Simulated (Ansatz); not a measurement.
**A family of molecules: the atomisation energy (no zero-point term)**

One atom is swapped for its congeners: CH2ClF (chlorofluoromethane) `FCCl`; SiH2ClF `F[SiH2]Cl`; GeH2ClF `[F][GeH2][Cl]`. All are singlets with charge 0.

Shapes, held fixed at every level: PBE0-D4/def2-TZVP. Programs: Ansatz 0.2.0. Values in eV.

Q: How should the atomisation energy change along the series?

A: At CCSD(T)/def2-TZVPP the atomisation energy falls at every step, from 16.95 to 14.82 eV. 6 of 7 levels show this order throughout; 6 agree on the largest and the smallest. Relativity is left out for Ge unless named. Correlated rows may include outer-core shells of Ge, which these sets cover unevenly. Spin-orbit coupling, which grows down the group, is left out (summed over each molecule's free atoms 0.06, 0.07, 0.17 eV).

| level | CH2ClF | SiH2ClF | GeH2ClF |
| --- | --- | --- | --- |
| HF/def2-TZVPP | 12.30 | 13.24 | 10.92 |
| PBE0-D4/def2-TZVPP | 17.53 | 17.00 | 14.82 |
| r2SCAN0-D4/def2-TZVPP | 17.11 | 17.02 | 14.80 |
| wB97M-V/def2-TZVPP | 17.51 | 17.34 | 14.99 |
| wB97X-V/def2-TZVPP | 17.48 | 17.38 | 15.20 |
| MP2/def2-TZVPP | 17.44 | 17.29 | 15.15 |
| CCSD(T)/def2-TZVPP | 16.95 | 16.86 | 14.82 |

The main drop comes between silicon and germanium; carbon and silicon are nearly level, at 16.95 and 16.86 eV with CCSD(T). This near-tie probably reflects compensation: Si–H bonds are weaker than C–H bonds, but silicon's lower electronegativity gives strongly polar, strong bonds to fluorine and chlorine. Germanium keeps the same bonding pattern, but its more diffuse valence orbitals overlap less well. Its filled 3d shell also screens the nucleus poorly, making it less electropositive than the group trend would suggest and limiting the ionic gain.

Hartree–Fock breaks the order by placing SiH2ClF above CH2ClF. Correlation adds most to the carbon compound, whose compact valence shell brings the bonding electron pairs close together, and this restores carbon's narrow lead. The lower value for germanium is therefore well supported, whereas the order of carbon and silicon is not secure. Zero-point energy could reverse it, since the stiffer C–H vibrations should lower the carbon value more.
